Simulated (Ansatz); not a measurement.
**Computed against measured: atomisation enthalpy at 298 K**

6 molecules with two or more fluorines; the atomisation enthalpy at 298 K in kJ/mol, computed less measured. Shapes, held fixed at every level: PBE0-D4/def2-TZVP. Flexible molecules stand in one conformer, not always the lowest. Thermal terms are harmonic and unscaled (PBE0-D4/def2-TZVP); the spin-orbit lowering of the free atoms is taken from their spectra. Programs: Ansatz 0.2.0. Measured values: Active Thermochemical Tables, CRC Handbook of Chemistry and Physics, NIST-JANAF tables.

Levels: A = SPW92/def2-TZVPP; B = MP2/def2-TZVPP; C = CCSD(T)/def2-TZVPP.

| molecule | from tabulated heats | A | B | C |
| --- | --- | --- | --- | --- |
| CBr2F2 (SMILES FC(F)(Br)Br) | 1484 | +428 | +42 | -65 |
| GeF4 (tetrafluorogermane) | 1880 | +381 | +106 | -19 |
| SF4 (sulfur tetrafluoride) | 1358 | +506 | +40 | -85 |
| C2Br2F4 (1,2-dibromotetrafluoroethane) | 2764 | +783 | +98 | -86 |
| C2BrF5 (bromopentafluoroethane) | 3007 | +815 | +97 | -94 |
| C4F8 (octafluorocyclobutane) | 5045 | +1336 | +144 | -159 |

Problem. Sum up the errors.

Solution. 
| level | kind | mean error | mean absolute error | worst case |
| --- | --- | --- | --- | --- |
| SPW92/def2-TZVPP | LDA | +708.2 | 708.2 | C4F8 |
| MP2/def2-TZVPP | perturbation theory | +87.8 | 87.8 | C4F8 |
| CCSD(T)/def2-TZVPP | coupled cluster or CI | -84.7 | 84.7 | C4F8 |

On this set CCSD(T)/def2-TZVPP has the smallest mean absolute error and SPW92/def2-TZVPP the largest. SPW92/def2-TZVPP is too high in 6 of 6; MP2/def2-TZVPP is too high in 6 of 6; CCSD(T)/def2-TZVPP is too low in 6 of 6. The heats of GeF4, SF4, C2BrF5, C4F8 come from older tables and can be uncertain by 10 kJ/mol or more. The molecules' own spin-orbit binding is left out, so errors for heavy halides read too negative. Heats of the atoms come from ATcT where it has them. With so many references in doubt the order of the levels isn't settled. The tabulated value of C2Br2F4 is in doubt (older tables, estimates, or at odds with other calculations) and kept here. Over the 5 molecules whose values aren't doubted the mean absolute errors are A 693.2; B 85.8; C 84.4. The smallest two are near a tie. Correlated wave functions converge slowly with the basis. Relativity is left out for Br, Ge. Outer-core shells of Br, Ge are correlated, in sets that cover them unevenly. The set is small.

SPW92 overbinds every molecule, by far more than the doubts over the heats could explain. The local exchange functional describes the density of separated atoms less well than that of the bonded molecule, and the error accumulates over the many bonds, reaching +1336 in C4F8.

The near tie between MP2 and CCSD(T) hides errors of different origin. A triple-zeta basis recovers too little of the short-range pair correlation gained on bonding, which probably accounts for most of the CCSD(T) deficit. MP2 suffers the same loss yet still overbinds, so its small error suggests partial cancellation. A larger basis should therefore bring CCSD(T) closer to experiment and push MP2 further away.

GeF4 breaks the pattern of errors growing with molecular size, with the smallest CCSD(T) deficit but the second-largest MP2 excess. Since MP2 and CCSD(T) differ by the same amount in GeF4 and SF4, the anomaly probably lies in something common to both levels, not in unusually good coupled-cluster performance for germanium.
